Most band-edge masses in oxides lie within a factor of ten of the free-electron mass, m_e. The thermal energy at room temperature is about 0.026 eV, so each 0.06 eV of extra energy thins out carriers tenfold. These two scales are enough to judge the valleys of cubic HfO₂, the dips of the conduction band and the peaks of the valence band.

Cubic HfO₂ (Fm-3m) in the geometry as given, not relaxed, computed with Ansatz 0.2.0 using DFT-PBE, plane waves and PAW, scalar-relativistic without spin-orbit coupling. The cutoff is 420 eV, with a 14×14×14 k mesh for the density and 34×34×34 for levels and slopes. Energies are distances from the edge of the same band, and hole masses are counted as positive.

```
row  valley distance from edge (eV)  valley edge  valley place  valley count  valley bands meeting  valley lightest mass (m_e)  valley heaviest mass (m_e)
  1                           0.000      valence             X             3                     1                       0.286                       3.156
  2                           0.580      valence  K-Gamma line            12                     1                       0.309                       7.656
  3                           0.000   conduction             X             3                     1                       0.743                       1.226
  4                           0.102   conduction         Gamma             1                     2                         n/a                         n/a
  5                           0.530   conduction  K-Gamma line            12                     1                       1.009                       2.857
```

The distance from the edge is the energy needed to move a carrier from the best valley of its band to the one listed. The valley count is the number of equivalent copies that symmetry makes. A valley has three principal masses, of which the table gives the lightest and the heaviest. Where two bands meet, as in row 4, no such set of three masses exists.

(a) Are holes in this crystal heavier than electrons?

Solution. The answer depends on what the mass is used for. The same calculation shows that the hole valley at X has its light mass once, along the line from Γ to X, and its heavy mass twice, across that line. The electron valley at X has the opposite shape: heavy once, along the line, and light twice. With three masses m₁, m₂ and m₃, two averages matter:

m_d = (m₁ m₂ m₃)^(1/3)

1/m_c = (1/m₁ + 1/m₂ + 1/m₃)/3

The density-of-states mass m_d tells how many states a valley offers near its edge. The conductivity mass m_c tells how readily carriers follow a field; its average over directions is right because the three X valleys point along the three cube axes. For the holes,

m_d = (0.286 × 3.156 × 3.156)^(1/3) m_e = 1.42 m_e

m_c = 3/(1/0.286 + 2/3.156) m_e = 0.73 m_e

The electrons at X have 0.88 m_e and 0.86 m_e. By the count of states holes are therefore the heavier carriers, with about twice as many states near the edge. By their response to a field, at equal scattering time, they are about 15 % lighter than electrons.

A limiting case shows how both can be true. Let the two heavy hole masses grow without bound. The density-of-states mass then grows without bound too, but the conductivity mass stops at three times the light mass, which is 0.86 m_e, the value for electrons. One easy direction caps the conductivity mass however flat the band is in the other two. It does not secure the mobility: more states also give a carrier more places to scatter into, so the scattering time of the holes is expected to be the shorter one, which can outweigh their lighter conductivity mass.

The 15 % is less secure than the difference in the number of states. It hangs on the light hole mass, and PBE makes the gap too small, which tends to make masses too light. Whether the order of the two conductivity masses survives a better gap is untested here.

(b) Why is the hole valley steep in one direction and flat in two, while the electron valley is nearly round?

Solution. The top of the valence band is built mainly from oxygen 2p orbitals, as is usual in such an oxide. The oxygen atoms form a simple cubic lattice with spacing d = 2.56 Å, and Hf sits in every other cube. Consider only the p orbitals that point along x. Neighbours along x meet head-on and couple strongly, with strength S; neighbours along y and z lie side by side and couple weakly, with strength P:

E(k) = E₀ + 2S cos(k_x d) − 2P cos(k_y d) − 2P cos(k_z d)

The two limits of this formula contain the answer. With P = 0 the crystal is a bundle of separate chains, and the band is steep along x and perfectly flat across. A small P adds a gentle slope across the chains. The highest energy is reached when every oxygen contact is antibonding, at k_x = 0 and k_y = k_z = π/d. In the HfO₂ crystal this is an X point, and its axis is x, so the light mass has to lie along the line from Γ to X, as it does.

Symmetry supports this reading. At X an oxygen 2p level that stands alone can only come from the orbital along the axis, because the two orbitals across it form pairs. The valence edge at X is such a single level. Symmetry also keeps it from mixing with the empty Hf 5d orbitals, which would push it down.

Row 2 looks irregular, with a heaviest mass of 7.656 m_e, yet it belongs to the same picture. The straight line from Γ through K runs on to an X point, and along it k_x stays zero, so in the model only the weak sideways coupling changes the energy. The light axis in row 2 is again x, and the light mass is only 8 % larger than in row 1. Both valleys are places on one sheet that is steep along x and, at these two places, only weakly curved across it.

The model can be tested on the height of X above Γ. At Γ the sideways contacts are bonding, so the top of this band lies lower there by 8P. The heavy mass m at X fixes P through m = ħ²/(2Pd²), and with ħ²/m_e = 7.6 eV Å² this gives

8P = 4ħ²/(m d²) = 4 × 7.6/(3.16 × 2.56²) eV ≈ 1.5 eV

The calculation puts the highest valence level at Γ only 0.61 eV below X. The model thus has the right sign and order of magnitude, but is too large by a factor of about two and a half. It also gives a steady climb from Γ to X, with no peak on the way such as row 2. And it places the highest pair of levels at X only 4P below the top, halfway between the top and the level at Γ, whereas the calculation has this pair 1.535 eV below the top, well under Γ. A likely reason is that it leaves out Hf. Symmetry forbids mixing of this level with Hf 5d at X and again at Γ, but allows it in between, across x as well as along it. The mixing bends the band down on leaving X and so lightens both masses. The heavy mass then gives too large a P, and the elevenfold mass ratio of row 1 should not be read as S/P. The pair at X is allowed to mix with Hf 5d, which fits its low place and shows that the sheet is not flat across x everywhere. The filled Hf 5p shell, for its part, can mix with the level at Γ but not with the one at X, and is expected to push Γ up. How much of the steepness along x comes from the head-on oxygen contacts and how much from Hf is not separated here. Why the band has a shallow peak at row 2 is beyond this simple model and stays open here.

The conduction band starts from Hf 5d orbitals instead. Eight oxygens surround each Hf at the corners of a cube, and the two 5d orbitals whose lobes point to the cube faces avoid them best and lie lowest. This agrees with the two bands that meet at Γ in row 4. Each of these orbitals reaches out along at least two cube axes, while an oxygen p orbital points along only one. This fits the rounder electron valley, whose masses at X differ by a factor of only 1.65, but it is an argument from orbital shapes and not a test, since orbital characters were not computed.

(c) Which valleys hold the carriers at room temperature, and how firm is their order?

Solution. Nearly all carriers sit at X. The twelve K-Γ valleys of the conduction band offer about eleven times as many states as the three X valleys, because they are more numerous and heavier. Yet they lie 0.53 eV higher, some twenty thermal energies, and hold only about one electron for every hundred million at X. The K-Γ valleys of the valence band fare no better. A large count multiplies a population, while energy enters through an exponential. The averages and relative populations are in the printed output below, except for row 4, which has no set of three masses.

The pair at Γ is the closer case. It lies 0.10 eV above X, which cuts the occupation of each state to about one fiftieth. At Γ the cube axes are equivalent and the two lowest conduction bands meet; at X one axis is singled out, the two lie apart, and the lower one ends slightly below the level at Γ. Orbital characters were not computed, but symmetry suggests why the spacing is small. On the line from Γ to X along x, the 5d orbital with its lobes across the axis, y² − z², has no oxygen s or p partner at any point, so its band should stay nearly level. The orbital along the axis mixes with oxygen away from Γ and is pushed up. The calculation fits this: along a cube axis one band leaves Γ heavy and the other more than three times lighter, and at X the two lowest levels lie 3.72 and 5.375 eV above the valence top, against 3.823 eV at Γ. This argument does not fix whether the level band ends above or below its start. The cell is somewhat stretched for PBE, and whether X stays lowest at another volume or with another functional is untested.

The peak in row 2 is more delicate still. It rises only 0.026 eV above the threefold valence level at Γ, and spin-orbit coupling, which is left out, can split that level by a similar amount. The two large masses of this valley should be taken as a sign of a nearly flat band, not as precise values.

The masses found here describe carriers moving freely in a perfect cubic crystal, a form that is stable only at high temperature.

Numerical output:

```
Shape and averages of each valley (masses in m_e):
  row  heaviest over lightest  density-of-states mass per valley  conductivity mass
    1                   11.03                              1.418             0.7264
    2                   24.78                              2.572             0.8557
    3                    1.65                              0.878             0.8553
    5                   2.832                              1.745              1.592
Density-of-states mass, holes over electrons at X: 1.615
Conductivity mass, holes over electrons at X: 0.8492
Density of states near the edge, holes over electrons at X: 2.052
Share of the light axis in the hole conductivity at one X valley (percent): 84.66
Lightest hole mass, row 2 over row 1: 1.08
Height of the row 2 maximum above the Gamma valence level (eV): 0.026
Shortest O-O distance (angstrom): 2.558
Thermal energy at 300 K (eV): 0.02585
Energy factor alone for Gamma against X electrons at 300 K: 0.01934
Density-of-states advantage of all row 5 valleys over all row 3 valleys: 11.2
Electrons in row 5 valleys per electron in row 3 valleys at 300 K: 1.399e-08
Density-of-states advantage of all row 2 valleys over all row 1 valleys: 9.774
Holes in row 2 valleys per hole in row 1 valleys at 300 K: 1.764e-09
```
